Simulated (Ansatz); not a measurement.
## A series in volume scale on Bi2Se3

Results calculated with Ansatz 0.2.0, not measured. Free energy against uniform scaling of the volume at fixed shape and fractions; periodic cell, basis, potentials, k mesh and filling as listed.

The cell before it is scaled or strained (space group R-3m, No. 166):
```
CELL_PARAMETERS angstrom
2.07840 1.20000 9.57700
-2.07840 1.20000 9.57700
0.00000 -2.39990 9.57700
ATOMIC_POSITIONS crystal
Bi 0.40080 0.40080 0.40080
Bi 0.59920 0.59920 0.59920
Se 0.00000 0.00000 0.00000
Se 0.21170 0.21170 0.21170
Se 0.78830 0.78830 0.78830
```

Settings of every row: functional PBE; dispersion none; potentials PAW; wave cutoff 500 eV; density cutoff 2000 eV; k mesh 6x6x6; k shift 0x0x0; occupations fixed; smearing width 0 eV; spin none.

Limits: a layered crystal: even scaling strains the bonds within the layers, so this curve is stiffer than the crystal under pressure; coarse k mesh, up to 40 meV an atom off; no spin-orbit coupling, which can matter with elements this heavy.

| row | volume scale | V (Å³/atom) | energy above lowest point (meV/atom) | pressure (GPa) |
| --- | --- | --- | --- | --- |
| 1 | 0.9406 | 26.96 | 47.6 | 6.4 |
| 2 | 0.9703 | 27.811 | 20.3 | 3.95 |
| 3 | 1 | 28.662 | 5 | 1.86 |
| 4 | 1.0297 | 29.513 | 0 | 0.08 |
| 5 | 1.0594 | 30.365 | ? | ? |

Question: what energy above lowest point and pressure should row 5 give?

Worked fit of energy above lowest point. Take u = (V_r/V)^(2/3) − 1 with V_r = 28.236 Å³ an atom, which is twice the finite (Eulerian) strain; such expansions in the strain, on which the Birch-Murnaghan equation of state is built, carry the rest volume and the bulk modulus. The shown rows have u = 0.03131, 0.01016, -0.00993, -0.02906. Least squares give energy above lowest point = 11.27 + 759.6 × u + 12795 × u² meV/atom; a straight line predicts inner rows, each left out in turn, worse (root mean square 7.4 against 0.021 meV/atom). All shown rows lie on it to the printed digit. The withheld row has u = -0.04731, so the fit gives 11.27 + 759.6 × (-0.04731) + 12795 × (-0.04731)² = 4.0 meV/atom.

The calculation gave 3.7 meV/atom. The fit lies 0.3 meV/atom (8.1 % of the value, 0.63 % of the column's range) above it; its largest miss of a shown row is 0.0 meV/atom. This row lies beyond the range of the fit.

Worked fit of pressure. Take u = (V_r/V)^(2/3) − 1 with V_r = 28.236 Å³ an atom, which is twice the finite (Eulerian) strain; such expansions in the strain, on which the Birch-Murnaghan equation of state is built, carry the rest volume and the bulk modulus. The shown rows have u = 0.03131, 0.01016, -0.00993, -0.02906. Least squares give pressure = 2.864 + 104.04 × u + 283.4 × u² GPa; a straight line predicts inner rows, each left out in turn, worse (root mean square 0.16 against 0.0017 GPa). All shown rows lie on it to the printed digit. The withheld row has u = -0.04731, so the fit gives 2.864 + 104.04 × (-0.04731) + 283.4 × (-0.04731)² = -1.42 GPa.

The calculation gave -1.44 GPa. The fit lies 0.02 GPa (0.26 % of the column's range) above it; its largest miss of a shown row is 0.00 GPa. This row lies beyond the range of the fit.
